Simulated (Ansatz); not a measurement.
# GeH3O (SMILES [O][GeH3]): methods side by side

GeH3O has 5 atoms, charge 0, and is taken as a doublet. As SMILES, `[O][GeH3]`. The shape was relaxed beforehand at PBE0/def2-SVP.

```xyz
5

O    -1.4464    0.4237    0.7815
Ge    0.0671   -0.0591   -0.0569
H    -0.1582   -0.0903   -1.5783
H     0.5532   -1.4196    0.4715
H     1.0341    1.0716    0.3408
```

Each level gives the adiabatic electron affinity (to the singlet anion, shapes relaxed at PBE0/def2-SVP, no zero-point term) (eV). The values are calculated.

The electron affinity is E(neutral) − E(anion): positive where the electron is bound.

```csv
level,kind,program,value (eV),less CCSD(T)/def2-TZVPP,CPU time (all runs)
UHF/def2-TZVPP,Hartree–Fock,Ansatz,0.67,-1.80,14 s
USVWN5/def2-TZVPP,LDA,Ansatz,2.97,+0.50,6 s
UPBE/def2-TZVPP,GGA,Ansatz,2.60,+0.13,13 s
UB3LYP/def2-TZVPP,global hybrid,Ansatz,2.52,+0.05,12 s
UPBE0-D4/def2-TZVPP,global hybrid,Ansatz,2.43,-0.04,12 s
U-wB97M-V/def2-TZVPP,range-separated hybrid,Ansatz,2.46,-0.01,44 s
RPA@PBE/def2-TZVPP,RPA,Ansatz,2.63,+0.16,21 s
UMP2/def2-TZVPP,perturbation theory,Ansatz,2.82,+0.35,12 s
UCCSD(T)/def2-TZVPP,coupled cluster or CI,Ansatz,2.47,0.00,44 s
```

Differences are taken from UCCSD(T)/def2-TZVPP for orientation; it has basis-set and higher-order errors of its own. All-electron rows without a relativistic Hamiltonian named are non-relativistic. The values span 0.67 to 2.97 eV. In the correlated wave-function rows the outer d shell of Ge is correlated, in sets not made for it. Times are those of the runs behind each value, whatever else they computed, on shared processors of several kinds: orders of magnitude only.

Every level binds the extra electron, but Hartree–Fock recovers only a small part of the coupled-cluster affinity of 2.47 eV. The electron fills the hole in an essentially oxygen 2p lone-pair shell, giving a closed-shell germanolate anion. The new pair in this compact shell brings much more correlation energy to the anion than to the radical, and mean-field theory misses it. MP2 restores the binding but overshoots by 0.35 eV, which suggests that second order exaggerates this differential correlation. LDA overbinds more strongly still, while the gradient correction removes most of that excess and the three hybrids lie close to coupled cluster. Their small differences don't establish a ranking among them.

The unequal O–Ge–H angles of the radical fit a Jahn–Teller distortion caused by the uneven filling of the oxygen π lone pairs, a driving force that is lost in the anion. Because the basis lacks diffuse functions, which matter more for the anion, the coupled-cluster affinity is probably too low, so agreement with it doesn't establish agreement with experiment.
